What does it cost to reverse a magnetic moment in a metal, and what does it cost to remove it? In CoW₃ the two prices differ by roughly a factor of ten or more. Removing the moments costs about 100 meV for each cobalt atom, while turning half of them round costs 5 to 12 meV. The first price is paid mainly inside the cobalt atom, the second in a weak coupling between cobalt atoms that don't touch.

Magnetic orders of CoW3 in the D0_3 structure (cubic a = 6.213 Å), computed at fixed atoms with Ansatz 0.2.0 (PBE, plane-wave PAW, scalar-relativistic). The cutoff is 420 eV and the k mesh 12×12×12 (12×12×6 in doubled cells); energies are extrapolated to zero from a Gaussian smearing of 0.1 eV. Propagation vectors are along the reciprocal axes of the four-atom cell.

| start | propagation | final order | energy above lowest (meV/atom) | largest site moment (μB) |
| --- | --- | --- | --- | --- |
| ferromagnetic | 0_0_0 | ferromagnetic | 0.0 | 1.29 |
| parallel large | 0_0_0 | ferromagnetic | 0.0 | 1.29 |
| parallel small | 0_0_0 | ferromagnetic | 0.0 | 1.29 |
| antiferromagnetic doubled | 0_0_1/2 | antiferromagnetic | 1.3 | 1.34 |
| antiferromagnetic doubled | 0_1/2_1/2 | antiferromagnetic | 3.0 | 1.25 |
| non-magnetic | 0_0_0 | non-magnetic | 30.0 | 0.00 |

The energies are given per atom, but only one atom in four is cobalt. For questions about moments they should be multiplied by four, which gives the price per Co atom.

**The parallel starts: one state, reached three times**

The first three rows start from parallel moments of different size and end with the same energy and the same moment on Co, 1.29 μB. They are one solution and count as a single result. Their agreement is still useful, because it shows that the moment doesn't depend on the size from which it started. From each of these starts the moment settled at the same value, the one that the crystal prefers at this volume.

That value results from a balance within the cobalt 3d shell. Electrons of equal spin avoid each other and so repel each other less, which favours an unequal filling of the two spin directions. The price is that some electrons must move into higher band states, and this price is low where the band is narrow and many states lie close to the Fermi level. In the ferromagnet the 3d shell of Co holds about 4.5 electrons of one spin and 3.3 of the other, so the moment of the Co atom sits almost wholly there.

**The two antiferromagnets: the moments survive**

In the next two rows half of the Co moments point down. The propagation column, written along the reciprocal axes of the four-atom cell and not of the cube, tells in which pattern: 0_0_1/2 means that the sign alternates from one (111) plane of Co atoms to the next, and 0_1/2_1/2 that it alternates between (001) planes. The Co moments remain within about 4 % of their ferromagnetic size, slightly larger in the first pattern and slightly smaller in the second. The tungsten moments, which supply about a fifth of the moment of the ferromagnetic cell, change much more. The energy rises by only 5.2 and 12 meV per Co atom.

The crystal structure makes this mildness plausible. Each Co atom has eight W atoms around it at 2.69 Å, and the nearest other Co atom is 4.39 Å away. The 3d shells of two Co atoms hardly overlap at that distance, so a Co atom most likely learns the direction of its neighbour through the tungsten between them. The moment is made locally, and the message about its direction arrives weakened.

The remaining question is why one pattern costs less than half as much as the other. It can be treated by counting pairs. The Co atoms form a face-centred cubic lattice, in which each has 12 first neighbours and, at 6.21 Å, 6 second neighbours. Let a pair of first neighbours have the energy $-J_1$ if parallel and $+J_1$ if antiparallel, and a pair of second neighbours likewise with $J_2$. A positive $J$ then favours parallel moments. Since each pair belongs to two atoms, the energy per Co atom is

$$E=-\tfrac12\,(n_1J_1+n_2J_2),$$

where $n_1$ and $n_2$ are the numbers of parallel neighbours less the antiparallel ones.

In the ferromagnet $n_1=12$ and $n_2=6$. With alternating (111) planes, half of the first neighbours and all second neighbours are reversed, so that $n_1=0$ and $n_2=-6$. With alternating (001) planes, eight first neighbours are reversed and no second neighbour is, so that $n_1=-4$ and $n_2=6$. Measured from the ferromagnet, the two patterns therefore cost

$$\Delta E_{(111)}=6J_1+6J_2,\qquad \Delta E_{(001)}=8J_1 .$$

**An estimate with first neighbours only**

The simplest assumption is that only first neighbours matter. The (001) row then fixes the coupling: 3.0 meV per atom is 12 meV per Co atom, and an eighth of that gives $J_1=1.5$ meV. The (111) row was not used and can serve as a test. Its cost should be $6\times1.5=9.0$ meV per Co atom, but the calculation gives 5.2 meV.

The estimate gets the sign and the order of the two patterns right. Within this estimate the ferromagnet is lowest because $J_1$ is positive, and the (001) pattern is the dearer one because it reverses more first neighbours. The size is wrong, however: the predicted cost of the (111) pattern is about 70 % above the computed one. Something makes this pattern cheaper than its first neighbours alone would allow.

**What the tungsten atoms show**

The same estimate has a picture behind it, and the picture can be examined separately. Two of the three W atoms in the formula sit at the centre of a tetrahedron of four Co atoms. Suppose that such a W atom responds only to these four, and in proportion to their net sign. Its energy gain then grows as the square of that sign.

In the ferromagnet all four Co atoms agree and the net sign is 4. In the (111) pattern three stand against one, which leaves 2, and in the (001) pattern two stand against two, which leaves 0. The squares are 16, 4 and 0, so the (111) pattern loses 12 of the 16 parts that the (001) pattern loses. This is the ratio of three quarters already met as $6J_1$ to $8J_1$. The agreement is no accident, since any two Co atoms that share one of these W atoms are first neighbours.

The computed moments on these W atoms follow the picture in part. They are 0.14 μB in the ferromagnet and vanish in the (001) pattern, where the four neighbours cancel. In the (111) pattern the moment should be half of the ferromagnetic one, but it keeps 79 % of it. The local picture thus fails in the same row for the moment as for the energy: the tungsten stays more strongly polarised, and the order costs less, than four neighbours acting in proportion would give.

The W moments and the energies run in the same order, which fits a coupling carried by tungsten. It doesn't prove one, because the W moment would follow the Co pattern even if the energy came from elsewhere. A calculation in which the W atoms are kept from polarising would show how much of the cost depends on their moments, but the table has no such row. Even that wouldn't rule tungsten out as the path, since electrons can carry a coupling through an atom that has no net moment.

**The second neighbours**

The missing saving in the (111) pattern can be assigned to the second neighbours. The computed 5.2 meV requires $J_1+J_2=5.2/6\approx0.9$ meV, and with $J_1=1.5$ meV this leaves $J_2\approx-0.6$ meV. Within the model, the negative sign means that second neighbours prefer to be antiparallel. The (111) pattern grants this wish to all six of them, while the (001) pattern grants it to none. In the model this makes up slightly more than half of the gap between the two rows, and the first neighbours supply the rest.

With $J_2$ included, both energies are reproduced exactly, but two constants drawn from two differences can't do otherwise. A third antiferromagnetic pattern would be needed to test them. The model also assumes moments of fixed length, whereas the Co moments change by a few per cent between the rows. Whatever energy belongs to that change has been absorbed into the two constants, as has any coupling between more distant neighbours.

Nor is a pair coupling the only reading. If the energy gain went as the square of the computed W moments, the (111) pattern would keep $0.79^2\approx0.62$ of it and cost 38 % of what the (001) pattern costs, close to the 43 % found. The strong polarisation of W could come from more distant Co atoms, which would act much like $J_2$, or from a response that isn't proportional to the neighbours, which no pair constant describes. The rows can't tell these apart.

The origin of $J_2$ is open. The third W atom of the formula lies exactly midway between two second neighbours and offers a straight path from one to the other. Its moment in the ferromagnet is only about 0.02 μB, however, which gives this path no visible support but doesn't rule it out. It is also possible that the d electrons of the metal spread the influence of a Co atom beyond its own tetrahedra.

A rock-salt oxide such as MnO makes an instructive neighbour. Its magnetic atoms form the same face-centred cubic lattice, and an oxygen atom lies midway between second neighbours. There both couplings are antiferromagnetic, and the one between second neighbours is strong enough to make alternating (111) planes win. In CoW₃ $J_1$ is positive and outweighs the negative $J_2$. In this model the ferromagnet lies below both patterns only if $J_1$ and $J_1+J_2$ are both positive.

**How firm is the lead of the ferromagnet?**

The lead over the (111) pattern is 1.3 meV per atom, which is small enough for technical choices to matter. The table gives energies extrapolated to zero smearing of the electron occupations. If the free energies at the smearing actually used are compared instead, the lead becomes 1.7 meV and that over the (001) pattern 4.0 meV. The order of the rows and the ratio of the two costs hardly change, so the failure of the first-neighbour estimate doesn't depend on this choice, while $J_1$ and $J_2$ each grow by about a third. The failure amounts to only about 1 meV per atom, however, so the negative $J_2$ is no firmer than the lead itself.

Other limits bear on this small lead. The doubled cells use a k mesh of equal density, but no denser mesh is in the table to test the differences. Spin–orbit coupling is strong in tungsten and absent here, and it could shift energies on the scale of 1 meV. Spirals and longer repeats were not tried either. Ferromagnetic order is therefore the best of the three collinear orders in the table, at the PBE level and at fixed atoms, and its lead over the (111) pattern is tentative. The ranking compares magnetic orders only and doesn't show that CoW₃ would form in this structure.

**The last row: no moments at all**

The non-magnetic row lies 30 meV per atom above the ferromagnet, or 120 meV per Co atom. Its zero moment was imposed by treating both spins alike. The energy is what the crystal gains by forming moments and aligning them, and it is ten times the cost of the dearer antiferromagnet, or about seven times if free energies are compared. This is why the Co atoms keep their moments when their neighbours turn round: giving them up would cost far more than tolerating the wrong neighbours.

It would be a mistake to read this row as the hot, disordered magnet. Above its ordering temperature such a material is expected to keep its moments, which then point in random directions. Parallel and antiparallel pairs then cancel on average, and the model puts this state at $\tfrac12(12\times1.5-6\times0.6)\approx7$ meV per Co atom above the ferromagnet. As an order of magnitude that is 10 meV, not 100 meV. Anyone who wants to judge at what temperature the magnetic order is lost should therefore look at the antiferromagnetic rows and not at the last one.

A likely reason why the two scales separate so clearly is that the magnetic atoms are kept apart. In nickel metal they touch, and each moment depends on the support of its neighbours. If neighbouring moments are forced to be antiparallel there, they largely collapse, and reversing a moment is no longer distinct from removing it. Contact alone doesn't decide the matter, since the larger moments of bcc iron are expected largely to survive reversal although its atoms touch as well. In CoW₃, where tungsten surrounds each Co atom, the two processes remain distinct.
